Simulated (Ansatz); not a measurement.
# Mg5Ge: the change of pressure and energy above lowest point with volume scale

All results are calculated (Ansatz 0.2.0). Free energy against uniform scaling of the volume at fixed shape and fractions; periodic cell, basis, potentials, k mesh and filling as listed.

The cell before it is scaled or strained (space group F-43m, No. 216):
```
CELL_PARAMETERS angstrom
0.00000 4.09680 4.09680
4.09680 0.00000 4.09680
4.09680 4.09680 0.00000
ATOMIC_POSITIONS crystal
Mg 0.75000 0.75000 0.75000
Mg 0.37483 0.87550 0.37483
Mg 0.37483 0.37483 0.87550
Mg 0.87550 0.37483 0.37483
Mg 0.37483 0.37483 0.37483
Ge 0.00000 0.00000 0.00000
```

Settings of every row: functional LDA; dispersion none; potentials PAW; wave cutoff 500 eV; density cutoff 2000 eV; k mesh 5x5x5; k shift 0x0x0; occupations fermi dirac; smearing width 0.05 eV; spin none.

Limits: coarse k mesh, up to 40 meV an atom off; minimum outside the range; the cell comes from a prototype or a list of computed structures and needn't be the stable phase.

```csv
row,volume scale,V (Å³/atom),pressure (GPa),energy above lowest point (meV/atom)
1,0.94,21.545,-0.2,0
2,0.96,22.003,-1.02,1.8
3,0.98,22.462,-1.75,5.7
4,1,22.92,-2.42,11.7
5,1.02,23.378,?,?
6,1.04,23.837,-3.55,28.9
7,1.06,24.295,-4.04,39.8
```

Question: what pressure and energy above lowest point should row 5 give?

Worked fit of pressure. Take u = (V_r/V)^(2/3) − 1 with V_r = 22.691 Å³ an atom, which is twice the finite (Eulerian) strain; such expansions in the strain, on which the Birch-Murnaghan equation of state is built, carry the rest volume and the bulk modulus. The shown rows have u = 0.03515, 0.02074, 0.00679, -0.00667, -0.03231, -0.04451. Least squares give pressure = −2.094 + 49.34 × u + 127.6 × u² GPa; a straight line predicts inner rows, each left out in turn, worse (root mean square 0.08 against 0.0058 GPa). All shown rows lie on it to the printed digit. The withheld row has u = -0.01969, so the fit gives −2.094 + 49.34 × (-0.01969) + 127.6 × (-0.01969)² = -3.02 GPa.

The calculation gave -3.02 GPa. The fit meets it to the printed digit.

Worked fit of energy above lowest point. Take u = (V_r/V)^(2/3) − 1 with V_r = 22.691 Å³ an atom, which is twice the finite (Eulerian) strain; such expansions in the strain, on which the Birch-Murnaghan equation of state is built, carry the rest volume and the bulk modulus. The shown rows have u = 0.03515, 0.02074, 0.00679, -0.00667, -0.03231, -0.04451. Least squares give energy above lowest point = 8.48 − 444.8 × u + 5813 × u² meV/atom; a straight line predicts inner rows, each left out in turn, worse (root mean square 3.6 against 0.041 meV/atom). All shown rows lie on it to the printed digit. The withheld row has u = -0.01969, so the fit gives 8.48 − 444.8 × (-0.01969) + 5813 × (-0.01969)² = 19.5 meV/atom.

The calculation gave 19.5 meV/atom. The fit meets it to the printed digit.
